## Appendix: semilocal, truncated and full exchange for stretched H$_2^+$

**Model.** Here $e^2\equiv e^2/4\pi\varepsilon_0$ and $E_h=e^2/a_0$. The electron occupies frozen hydrogen 1s orbitals with weights $1-f$ and $f$. Relative to H + H$^+$ in the same method,
$$E(f)=-2t\sqrt{f(1-f)}-Kf(1-f),\qquad K=C-J .$$
$C$ is the on-site curvature of both atoms together, and $J$ is the uncancelled Hartree repulsion between them. To first order in the overlap, $t=E_h e^{-\rho}(2\rho/3-1/\rho)$ with $\rho=R/a_0$. At $R=5$ Å, $t=13$ meV and the overlap is 0.003. Exact exchange cancels Hartree for one electron, so $K=0$ and the model's exact energy is $-t$ at $f=1/2$. Minimising over $\sqrt{f(1-f)}\le 1/2$ gives the error $\delta=-K/4$ for $K\ge-2t$. For $K<-2t$ the hole localises, $\sqrt{f(1-f)}=t/|K|$, and $\delta=t-t^2/|K|$. Polarisation (8 meV, from the assumed polarisability $\tfrac92a_0^3$) is missing from the reference and from every method, and largely cancels in $\delta$.

**Semilocal exchange.** $J=e^2/R=2.88$ eV. A weight $f$ carries Hartree energy $\tfrac5{16}E_hf^2$ and spin-polarised exchange $-Xf^{4/3}\bar F_f$, with $X=\tfrac{81}{256}(6/\pi^2)^{1/3}E_h$. This is not exactly quadratic, so $C$ is defined at $f=1/2$:
$$C/4=\tfrac5{32}E_h-X\left(\bar F_1-2^{-1/3}\bar F_{1/2}\right).$$
LSDA has $\bar F=1$ and $C=10.99$ eV. For PBE, $F=1+\kappa-\kappa/(1+\mu\sigma^2/\kappa)$ with $\kappa=0.804$, $\mu=0.21951$ and $\sigma^2=(6\pi f)^{-2/3}e^{4r/3a_0}$. Averaging with weight $r^2e^{-8r/3a_0}$ gives 1.141 and 1.194, so $C=11.35$ eV. Thus $\delta=-C/4+e^2/4R$: the limit is too low and is approached from above, past a maximum near 3.3 Å in the model. Finer grids do not reduce this error. Relaxing the orbital exponent adds 0.02 eV to $C/4$ in LSDA. Omitted correlation typically shifts it by under 0.1 eV.

**Truncated exact exchange.** Keeping $e^2/r_{12}$ in exchange only for $r_{12}<r_c$ leaves the Hartree energy beyond $r_c$. Two 1s densities have the separation distribution $e^{-2u}(1+2u+4u^2/3)/8\pi$, with $u$ in $a_0$. With $x=r_c/a_0$,
$$C=E_he^{-2x}\left(\tfrac58+\tfrac54x+x^2+\tfrac13x^3\right),\qquad W(s)=e^{-2s}\left(\tfrac12+\tfrac{11}{16}s+\tfrac38s^2+\tfrac1{12}s^3\right),$$
and $J\simeq(e^2/R)[1-W(\rho-x)]$ for $r_c<R$, $J\simeq(e^2/R)W(x-\rho)$ for $r_c>R$. $K$ changes sign at an $R$-dependent $r_c$, here 1.3 Å. Beyond it $0<\delta<t$, and symmetry returns at 6.9 Å. There $\delta\simeq J/4$ falls essentially as $e^{-2(r_c-R)/a_0}$.

**Cost.** Embed the cation among $N$ inert centres of density $\nu$, each with $m$ basis functions and $g$ grid points, every point and function overlapping $k$ functions. Density and potential matrix take $2gk^2N$ multiply-adds, and stored function values take $gkN$ words. These are the units. Gradients add $6gkN$ operations and quadruple the storage. Exchange needs $Nz/2$ centre pairs of $(mk)^2$ integrals at $w$ operations each, with $z=\tfrac{4\pi}3\nu(r_c+d)^3$, where $d$ allows for orbital extent, or $z=N$ untruncated. Without density-matrix screening, work is $1+wm^2z/4g$ and memory with stored integrals is $1+m^2kz/2g$. Totals grow as $Nr_c^3$ truncated and $N^2$ full, so $\ln\delta$ falls linearly in the cube root of the work. Assumed inputs $m=5$, $g=5000$, $k=w=100$, $\nu=0.05$ Å$^{-3}$, $d=2$ Å, $N=1000$ give $1+z/8$ and $1+z/4$. Diagonalisation, of order $(mN)^3=1.25$ units times a prefactor, is common to all rows and excluded.

| Method | $K$ (eV) | $f$ | $\delta$ (eV) | work | memory |
|---|---|---|---|---|---|
| LSDA | 8.11 | 1/2 | −2.03 | 1 | 1 |
| PBE | 8.47 | 1/2 | −2.12 | 1.03 | 4 |
| $r_c=1$ Å | 2.59 | 1/2 | −0.65 | 1.7 | 2.4 |
| 2 Å | −2.34 | $3\times10^{-5}$ | 0.013 | 2.7 | 4.4 |
| 6 Å | −0.243 | 0.003 | 0.013 | 14 | 28 |
| 7 Å | −0.0195 | 1/2 | 0.005 | 20 | 39 |
| 8 Å | −0.0011 | 1/2 | 0.0003 | 27 | 53 |
| full | 0 | 1/2 | 0 | 126 | 251 |

**Choice among these rows.** For $|\delta|<1$ eV the cheapest is $r_c=1$ Å. For $k_BT=26$ meV at 300 K it is 2 Å, with a wrongly localised hole. A symmetric density or 10 meV needs 7 Å. For 1 meV, 8 Å suffices at 4.6 times less work than full exchange. A work budget of 1.5 admits only LSDA and PBE, whose 0.09 eV difference is comparable to the omitted correlation; LSDA stores a quarter as much. A budget of 5 buys 2 Å and 30 buys 8 Å, while a memory cap of 40 stops at 7 Å. For the isolated ion, $N=2$, full exchange costs 1.25 and is the clear choice. These numbers are the one-electron model's. With more electrons, exchange without correlation can be concave and localise the hole even when untruncated.